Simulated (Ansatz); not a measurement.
# Li: energy above lowest point against volume scale

Results calculated with Ansatz 0.2.0, not measured. Free energy against uniform scaling of the volume at fixed shape and fractions; periodic cell, basis, potentials, k mesh and filling as listed.

The cell before it is scaled or strained (space group Im-3m, No. 229):
```
CELL_PARAMETERS angstrom
-1.75460 1.75460 1.75460
1.75460 -1.75460 1.75460
1.75460 1.75460 -1.75460
ATOMIC_POSITIONS crystal
Li 0.00000 0.00000 0.00000
```

Settings of every row: functional PBE; dispersion none; potentials all-electron LAPW; k mesh 12x12x12; k shift 0x0x0; occupations fermi dirac; smearing width 0.1 eV; spin none.

Limits: coarse k mesh, up to 40 meV an atom off.

| row | volume scale | V (Å³/atom) | energy above lowest point (meV/atom) |
| --- | --- | --- | --- |
| 1 | 0.94 | 20.311 | 0 |
| 2 | 0.97 | 20.959 | 0.8 |
| 3 | 1 | 21.607 | ? |
| 4 | 1.03 | 22.255 | 7 |
| 5 | 1.06 | 22.903 | 11.9 |

Question: what energy above lowest point should row 3 give?

Worked fit of energy above lowest point. Take u = (V_r/V)^(2/3) − 1 with V_r = 21.607 Å³ an atom, which is twice the finite (Eulerian) strain; such expansions in the strain, on which the Birch-Murnaghan equation of state is built, carry the rest volume and the bulk modulus. The shown rows have u = 0.0421, 0.02051, -0.01951, -0.03809. Least squares give energy above lowest point = 3.22 − 156.1 × u + 1888 × u² meV/atom; a straight line predicts inner rows, each left out in turn, worse (root mean square 1.8 against 0.034 meV/atom). All shown rows lie on it to the printed digit. Its lowest point lies at u = 0.0413, or V = 20.33 Å³ an atom, and the curvature there gives the bulk modulus at fixed shape and fractions, B = (4/9)(1 + u)² E″(u)/V = 14.3 GPa. The withheld row has u = 0, so the fit gives 3.22 − 156.1 × (0) + 1888 × (0)² = 3.2 meV/atom.

The calculation gave 3.2 meV/atom. The fit meets it to the printed digit.
